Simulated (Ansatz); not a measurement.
## Hf: the change of pressure with volume per atom

Results calculated with Ansatz 0.2.0, not measured. Periodic Kohn-Sham DFT of a crystal at fixed atoms; pressure and stress are positive in compression; the energy is the free energy less that of spherical unpolarised free atoms; site moments are those in the method's own spheres, positive along +z.

Cell of the first row (space group Im-3m, No. 229):
```
Hf
1.0
     -1.7682     1.7682     1.7682
      1.7682    -1.7682     1.7682
      1.7682     1.7682    -1.7682
Hf
1
Direct
  0.00000 0.00000 0.00000
```

Settings of every row: method all-electron PAW; functional PBEsol; relativity scalar; k mesh 16x16x16; filling fermi-dirac; smearing width 0.08 eV; nucleus gaussian.

Atom start moment: 0 on all atoms.

Limits: no spin-orbit coupling on heavy atoms.

| row | volume per atom (Å³) | pressure (GPa) |
| --- | --- | --- |
| 1 | 22.112 | -3.723 |
| 2 | 22.582 | -5.611 |
| 3 | 23.052 | ? |
| 4 | 23.288 | -8.127 |
| 5 | 23.523 | -8.89 |
| 6 | 23.758 | -9.618 |
| 7 | 23.993 | -10.312 |
| 8 | 24.464 | -11.607 |
| 9 | 24.934 | -12.786 |

Question: what pressure should row 3 give?

Worked fit of pressure. Take u = (V_r/V)^(2/3) − 1 with V_r = 23.64 Å³ an atom, which is twice the finite (Eulerian) strain; such expansions in the strain, on which the Birch-Murnaghan equation of state is built, carry the rest volume and the bulk modulus. The shown rows have u = 0.04555, 0.031, 0.01005, 0.00331, -0.00331, -0.00983, -0.02258, -0.0349. Least squares give pressure = −9.2571 + 109.897 × u + 253.35 × u² GPa; a straight line predicts inner rows, each left out in turn, worse (root mean square 0.13 against 0.0028 GPa). The rows lie off it by 0.003, -0.004, 0.000, 0.001, 0.000, 0.001, 0.002, -0.002. The withheld row has u = 0.01693, so the fit gives −9.2571 + 109.897 × (0.01693) + 253.35 × (0.01693)² = -7.324 GPa.

The calculation gave -7.327 GPa. The fit lies 0.003 GPa (0.033 % of the column's range) above it; its largest miss of a shown row is 0.004 GPa.
